Margin comments on the period-doubled tight-binding chain

1. Beside "consider a chain with two atoms per cell"

The premises are these. (P1) One orbital |n⟩ per site, with ⟨n|n′⟩ = δ(n,n′), as for Wannier functions. (P2) Electrons are independent, and spin only doubles each level. (P3) The nuclei are fixed. (P4) Only nearest neighbours are coupled, by real matrix elements −t1 and −t2 in alternation. (P5) Site energies alternate, +D on even n (sublattice A) and −D on odd n (sublattice B), which puts the energy zero at their mean. The period is 2a, so a is the mean site spacing along the chain axis. Cell m holds A (n = 2m) and B (n = 2m+1); t1 joins them and t2 joins B to the A of cell m+1. The minus sign in P4 makes t positive for a σ-type bond between like lobes. Energies are in eV, lengths in Å. The case D = 0 is the electronic part of the Su–Schrieffer–Heeger model (1979), and D ≠ 0 gives the Rice–Mele model (1982).

2. Beside "the Bloch Hamiltonian is"

Write ψ = Σ_m (a_m|A,m⟩ + b_m|B,m⟩) and project Hψ = Eψ on each orbital:

E a_m = +D a_m − t1 b_m − t2 b_(m−1)
E b_m = −D b_m − t1 a_m − t2 a_(m+1)   (1)

The coefficients do not depend on m, so H commutes with translation by one cell, and its eigenstates can be chosen as eigenstates of that unitary operation. Its eigenvalues have modulus one; call them exp(2iKa). Then a_m = A exp(2iKma) and b_m = B exp(2iKma). K and K + π/a give identical amplitudes, so distinct states have −π/2a < K ≤ π/2a. Dividing (1) by exp(2iKma) leaves H(K)(A,B)ᵀ = E(A,B)ᵀ with

H(K) = [ D, −h ; −h*, −D ],  h(K) = t1 + t2 exp(−2iKa)   (2)

Rows are separated by the semicolon.

3. Beside the phase factors, which differ from book to book

A dimerised chain has a short and a long bond, yet neither length appears in (2). Books that write exp(iKx) with the position x of B inside the cell use B = B′exp(iKx). This is the unitary change diag(1, exp(iKx)); it replaces h by h exp(iKx) and leaves |h| alone. Energies therefore depend on the geometry only through the period 2a and the values of t1, t2, D. Eigenvector phases do depend on x, which matters in comment 8. The choice x = a gives

g(K) = h exp(iKa) = t1 exp(iKa) + t2 exp(−iKa) = 2t cos Ka + 2iδ sin Ka   (3)

with mean hopping t = (t1+t2)/2 and alternation δ = (t1−t2)/2.

4. Beside "diagonalising, we find"

The secular determinant is (E−D)(E+D) − |h|² = 0. Since |h|² = t1² + t2² + t1t2[exp(2iKa) + exp(−2iKa)],

E±(K) = ±E_K,  E_K = √(D² + t1² + t2² + 2 t1 t2 cos 2Ka),  |K| ≤ π/2a   (4)

From (3) the same quantity is E_K² = D² + 4t² cos²Ka + 4δ² sin²Ka, a sum of squares, so the root is real. The mirror symmetry E₋ = −E₊ is often credited to the bipartite lattice. That argument, which reverses the sign of all B amplitudes, turns H into −H only at D = 0. The reason that survives at D ≠ 0 is that (2) is a traceless 2×2 matrix. Multiplying out also gives H(K)² = E_K²·1, so P± = (1 ± H/E_K)/2 are the projectors on the two bands. Their diagonal elements give the composition without solving for eigenvectors: the lower band has weight (1 − D/E_K)/2 on A and (1 + D/E_K)/2 on B.

5. Beside "the gap opens at the zone edge"

At K = π/2a, cos 2Ka = −1, so E_K = Δ with

E_g = 2Δ = 2√(D² + (t1−t2)²)   (5)

At K = 0, E_K = E0 = √(D² + (t1+t2)²). That (5) is the gap of the spectrum needs one more line. Using cos 2Ka = 1 − 2sin²Ka, E_K² = E0² − 4t1t2 sin²Ka, which for t1t2 > 0 falls monotonically from centre to edge. The top of the lower band and the bottom of the upper band then lie at the same K, the gap is direct, and each band has width E0 − Δ. For t1t2 < 0 the order reverses: (5) is still the splitting at the edge, but it is the largest one, and the gap sits at K = 0. The two cases are one spectrum, because multiplying both orbitals of cell m by (−1)^m flips the sign of t2 alone and shifts K by π/2a. In general the gap is 2√(D² + (|t1|−|t2|)²). Below, t1 ≥ t2 > 0.

The edge states show where t1 − t2 comes from. At D = 0 the lower one has a_m = b_m ∝ (−1)^m: it is bonding on every t1 bond and antibonding on every t2 bond, and (1) gives E = −t1 + t2. The upper one has a_m = −b_m ∝ (−1)^m and E = t1 − t2.

6. Beside "the folded cosine band is recovered"

At D = 0, t1 = t2 = t, E_K² = 2t²(1 + cos 2Ka) = 4t² cos²Ka. The root is 2t|cos Ka|, and the modulus may be dropped because cos Ka ≥ 0 in the folded zone. With ε(k) = −2t cos ka for the primitive chain, E₋(K) = ε(K) and E₊(K) = ε(K + π/a): the outer halves of the primitive zone, π/2a < |k| ≤ π/a, have been shifted by a reciprocal vector of the doubled cell. The count is preserved, half as many K points with two states each. The branches meet at the edge with slopes of magnitude 2ta. This does not break the rule that bands are flat at a zone edge. From (4), dE_K/dK = −2a t1t2 sin(2Ka)/E_K, which vanishes at the edge whenever Δ ≠ 0; at Δ = 0 numerator and denominator vanish together. The rule holds for a non-degenerate band, and here two states cross.

7. Beside "the perturbation mixes k and k + π/a"

In site labels, H = Σ_n (−1)^n D|n⟩⟨n| − Σ_n [t + (−1)^n δ](|n⟩⟨n+1| + |n+1⟩⟨n|). Let |k⟩ = N^(−1/2) Σ_n exp(ikna)|n⟩ and Q = π/a, so that (−1)^n = exp(iQna). The uniform part gives ε(k)|k⟩. The D term gives D|k+Q⟩. The δ term gives on site n the amplitude −δ[(−1)^n exp(ik(n+1)a) + (−1)^(n−1) exp(ik(n−1)a)]/√N = −2iδ sin(ka)(−1)^n exp(ikna)/√N, because the bonds to the right and to the left of a site carry opposite signs of δ. Hence ⟨k+Q|H|k⟩ = D − 2iδ sin ka. A second application of Q returns to k, since 2Q is a reciprocal vector of the primitive chain, and ε(k+Q) = −ε(k). In the basis (|k⟩, |k+Q⟩),

M(k) = [ ε(k), D + 2iδ sin ka ; D − 2iδ sin ka, −ε(k) ]   (6)

with eigenvalues ±√(ε² + D² + 4δ² sin²ka), which is (4). Three remarks follow. First, the nearly-free-electron gap 2|V_Q| is a degenerate first-order result, but here the two-state block is closed, so E_g = 2|D − 2iδ| is exact within P1–P5 for any size of D and δ. Second, the contributions add in quadrature because they are the real and imaginary parts of one matrix element. The site modulation peaks on atoms and the bond modulation between atoms, a quarter of the period 2a away. They can never cancel, and the gap closes only at D = 0 and δ = 0 together. Third, the bond term is strongest at ka = ±π/2 and vanishes at k = 0 and π/a, whereas D mixes everywhere equally.

8. Beside "the bands can be unfolded"

Unfolding asks how much of a supercell eigenstate has primitive wavevector k. Since M² = E_k²·1, the projector of comment 4 gives, for any k in the primitive zone,

W±(k) = [1 ± ε(k)/E_k]/2   (7)

where E_k is (4) evaluated at k. The unfolded spectral function is A(k,ω) = W₋ δ(ω+E_k) + W₊ δ(ω−E_k), δ(…) being here the Dirac function. Its moments are Σ W = 1, Σ W E = ε(k), and a variance E_k² − ε² = D² + 4δ² sin²ka. The centre of gravity thus follows the cosine band of the mean hopping however strong the doubling. At D = δ = 0 the weights are 1 on ε(k) and 0 on its folded copy, which is the test that a supercell band is an artefact of the cell. At ka = π/2 both weights are 1/2 for any non-zero gap. At D = 0 the folded copy has zero weight at k = 0 and π/a even for strong dimerisation; at D ≠ 0 it does not. That distinguishes bond from site doubling, which (5) alone cannot.

Equation (7) projects on the reference lattice x_n = na. A plane-wave probe sees actual positions. For isolated dimers (t2 = 0, D = 0), E_k = t1 = 2t and (7) gives W₋ = (1 + cos ka)/2 = cos²(ka/2), while the plane-wave overlap of the bonding orbital is |1 + exp(ikd)|²/4 = cos²(kd/2) times the orbital form factor, with d the short bond projected on the axis. The two agree only for d = a.

9. Beside "doubling the cell opens a gap"

It need not. An inversion centre at a bond midpoint exchanges A and B and forces D = 0. An inversion centre on a site, or a mirror through it normal to the chain, exchanges its two bonds and forces δ = 0. A twofold screw axis or a glide with translation a maps A to B and each bond to the next, forcing D = 0 and |t1| = |t2|: a zigzag chain with such an operation has two atoms per cell and no gap in this model.

In monoclinic M1 VO2 (space group P2₁/c) all V atoms are equivalent, and inversion centres lie midway between neighbours on a chain. The pairing makes δ ≠ 0, while D = 0 by symmetry. In the M2 phase half the chains are paired and half are zigzag with equal V–V spacing; the latter have δ = 0 and D = 0, so P1–P5 leave them gapless. A D term can enter there only by broken symmetry. A Hartree treatment of an on-site repulsion U with occupations n(n,σ) = 1/2 + σ(−1)^n μ/2, σ = ±1, gives the potential U n(n,−σ) = U/2 − σ(−1)^n Uμ/2, hence D = −σUμ/2 and a mean-field gap Uμ. A structural D occurs where alternate atoms sit in different environments, as in the buckled π-bonded chains of Si(111)-(2×1).

10. Beside "impose periodic boundary conditions"

A ring of N sites (N even) allows K = 2πj/Na. The edge π/2a corresponds to j = N/4, which exists only if N is a multiple of 4. With K = π/2a − q, cos 2Ka = −cos 2qa, and (4) becomes exactly

E² = Δ² + 4 t1 t2 sin²(qa)   (8)

For N = 4p + 2 the nearest allowed point has qa = π/N, so the apparent gap is 2√(Δ² + 4t1t2 sin²(π/N)). An undistorted ring then shows 4t sin(π/N), a sampling gap. The same holds for a k mesh that misses the folded edge.

11. Beside the density of states

Per cell and per spin, g(E) = (2a/2π) Σ 1/|dE/dK| over the two points ±K. With y = 2t1t2 cos 2Ka = E² − D² − t1² − t2², one has (2t1t2 sin 2Ka)² = (2t1t2 − y)(2t1t2 + y) = (E0² − E²)(E² − Δ²). The slope from comment 6 is then |dE/dK| = a√[(E0² − E²)(E² − Δ²)]/|E|, and

g(E) = 2|E| / {π √[(E0² − E²)(E² − Δ²)]},  Δ < |E| < E0   (9)

With s = E² the integral over one band is (1/π)∫ds/√[(E0² − s)(s − Δ²)] = 1, one state per cell and spin. The gap edges carry new inverse-square-root singularities, which disappear at Δ = 0 where |E| cancels. Expanding (8) for small q, E ≈ Δ + 2t1t2a²q²/Δ, so electrons and holes share the mass

m* = ħ²Δ/(4 t1 t2 a²)   (10)

The parabola requires qa ≪ 1 and also 4t1t2(qa)² ≪ Δ².

12. Beside "the gap localises the Wannier functions"

Continue (8) to q = iκ: E² = Δ² − 4t1t2 sinh²(κa). Real E inside the gap thus belongs to states that alternate in sign from cell to cell and decay as exp(−κ|x|). The decay is fastest at midgap, where

sinh(κ0 a) = Δ/(2√(t1t2))   (11)

At D = 0 the right side is [√(t1/t2) − √(t2/t1)]/2, so exp(2κ0a) = t1/t2. At K = π/2a ± iκ0 the root in (4) vanishes and the two bands join. These are the branch points nearest the real axis, and by Kohn's analysis (1959) they set the exponential decay exp(−κ0|x|), up to a power-law prefactor, of the best-localised Wannier function of either band.

13. Beside "the chain gains energy by dimerising"

With one electron per site the lower band is full. Its energy per cell, both spins, is −2 times the zone average of E_K = E0√(1 − m sin²Ka), m = 4t1t2/E0²:

U_band = −(4/π) E0 𝐄(m),  𝐄(m) = ∫₀^(π/2) √(1 − m sin²θ) dθ   (12)

At D = 0, E0 = 2t and 1 − m = δ²/t². The uniform chain has 𝐄(1) = 1 and U_band = −8t/π. The standard expansion 𝐄 ≈ 1 + [(1−m)/2][ln(4/√(1−m)) − 1/2] near m = 1 gives at fixed t the gain

ΔU ≈ (4δ²/πt)[ln(4t/δ) − 1/2],  δ ≪ t   (13)

If δ is linear in the displacement and the elastic cost quadratic, the logarithm wins at small displacement, which is the Peierls instability. It relies on half filling and on one dimension.

14. Range of validity

Equations (4) and (5) are exact under P1–P5. Each relaxed premise changes them as follows.

(a) Second neighbours. Hoppings −tA′ and −tB′ from n to n+2 add −2tA′cos 2Ka and −2tB′cos 2Ka to the diagonal of (2). Their difference turns D into D − (tA′ − tB′)cos 2Ka. For tA′ = tB′ = t′ > 0 both bands shift by −2t′cos 2Ka and vertical gaps are untouched. As a function of w = cos 2Ka the lower band decreases, so its top stays at the edge, at 2t′ − Δ. The upper band is concave in w, so its minimum is at an end: 2t′ + Δ at the edge or E0 − 2t′ at the centre. For 4t′ > E0 − Δ the gap becomes indirect and equals E0 + Δ − 4t′.

(b) Neighbouring chains. Couple site n of adjacent chains, spacing b, by −t⊥ in one transverse direction. If the chains are dimerised in phase, −2t⊥cos(k⊥b) shifts both bands, and the gap is 2Δ − 4t⊥, a first-order loss. If they are in antiphase, Q gains the component π/b, the transverse term changes sign under Q, and it joins ε in (6). The worst case |cos k⊥b| = 1 gives, with c = cos ka, E² = D² + (2tc + 2t⊥)² + 4δ²(1 − c²). Since t² − δ² = t1t2, the minimum is at c = −t t⊥/(t1t2), provided |c| ≤ 1, and equals D² + 4δ²[1 − t⊥²/(t1t2)], a second-order loss. The M1 distortion belongs to the R point of the rutile zone, so it is in antiphase along one transverse axis and in phase along the other; both cases are present.

(c) Other bands. If another empty band has its bottom at Eπ on the present scale, the insulating gap is the smaller of 2Δ and Eπ + Δ. For Eπ < −Δ electrons leave the chain band, half filling is lost, and the system is a metal although (5) is finite.

(d) Interaction. Take an isolated dimer (t2 = 0, D = 0) with on-site repulsion U. One electron has lowest energy −t1. Three electrons always have one doubly occupied site, and their lowest energy is U − t1. For two electrons the covalent singlet (energy 0) couples by −√2 t1 to each ionic state (energy U), hence by −2t1 to their symmetric combination, and the lowest root is U/2 − √(U²/4 + 4t1²). The gap for adding and removing an electron, E(3) + E(1) − 2E(2), is

E_g(U) = √(U² + 16 t1²) − 2t1   (14)

It reduces to 2t1, the t2 = 0 value of (5), at U = 0, and starts as 2t1 + U²/8t1. P2 is safe only for U ≪ 4t1.

(e) Fixed nuclei. P3 omits lattice fluctuations and the dependence of δ on temperature, and (5) is a one-particle gap without excitonic binding.

15. Numbers for the paired V chains of M1 VO2

Each V⁴⁺ has one d electron. The chain orbital is d∥ (a1g), whose lobes point along the rutile c axis towards the next V, so t > 0 and the band is half filled if the π* (egπ) bands are empty. Inputs: period 2a ≈ 5.75 Å (approximate); t1 ≈ 0.70 eV, a typical size for the intradimer hopping; t2 = 0.10 eV, an assumed small interdimer value; D = 0 by comment 9. Then a = 2.875 Å, t = 0.40 eV, δ = 0.30 eV, and the folded edge is at π/2a = 0.546 Å⁻¹.

From (4) and (5): Δ = 0.60 eV, E0 = 0.80 eV, E_g = 1.20 eV, and each band is 0.20 eV wide. The gap moves by −2 eV per eV of t2, so the second decimal is only as good as that assumption. The unfolded lower band from (4) and (7):

ka = 0: E₋ = −0.80 eV, W₋ = 1
ka = π/4: E₋ = −0.71 eV, W₋ = 0.90
ka = π/2: E₋ = −0.60 eV, W₋ = 0.50
ka = 3π/4: E₋ = −0.71 eV, W₋ = 0.10
ka = π: E₋ = −0.80 eV, W₋ = 0

The edge mass (10) is 2.0 electron masses. From (11), exp(2κ0a) = 7, κ0 = 0.34 Å⁻¹ and 1/κ0 = 3.0 Å: amplitudes fall to 0.14 per cell, and the Wannier function is close to the bonding orbital of one dimer. In (12), m = 0.4375 and 𝐄(m) = 1.381, so U_band = −1.41 eV per dimer, against −1.02 eV for the uniform chain with the same t, a gain of 0.39 eV before any elastic cost. The logarithmic form (13) gives 0.34 eV, 13 per cent low, as δ/t = 0.75 is not small. These inputs describe weakly coupled dimers more than a weakly modulated metal. A hypothetical D = 0.20 eV would raise E_g only to 1.26 eV, whereas on the undimerised chain it would open 0.40 eV; this is the quadrature of comment 7. A ten-site ring would show 1.24 eV for the paired chain and a sampling gap of 0.49 eV for the uniform one.

The neglected terms are not all small. The direct character of the gap is lost already at t′ = (E0 − Δ)/4 = 0.05 eV, and t′ = 0.10 eV gives an indirect gap of 1.00 eV. An assumed t⊥ = 0.05 eV gives 1.00 eV in phase and 1.18 eV in antiphase. The interaction is the largest: 4t1 = 2.8 eV, and (14) gives 2.0 eV for U = 2 eV and 3.5 eV for a typical V 3d value U ≈ 4 eV, against 1.4 eV at U = 0. Repulsion therefore changes the d∥ splitting by as much as the pairing produces, in the direction of a larger splitting.

The 1.20 eV is the model's gap between the bonding and antibonding d∥ bands, not the gap of the material. As typical knowledge, the insulating gap of M1 VO2 is about 0.6 eV, so the model's number lies above it by roughly a factor of two. The reason is item (c): the lowest empty states are the π* bands, which lie below the antibonding d∥ band, and the material's gap runs from the top of the bonding d∥ band to the bottom of π*. What the chain supplies to that gap is the lowering of the filled band edge by Δ below the d∥ centre, 0.60 eV for these inputs and without interaction.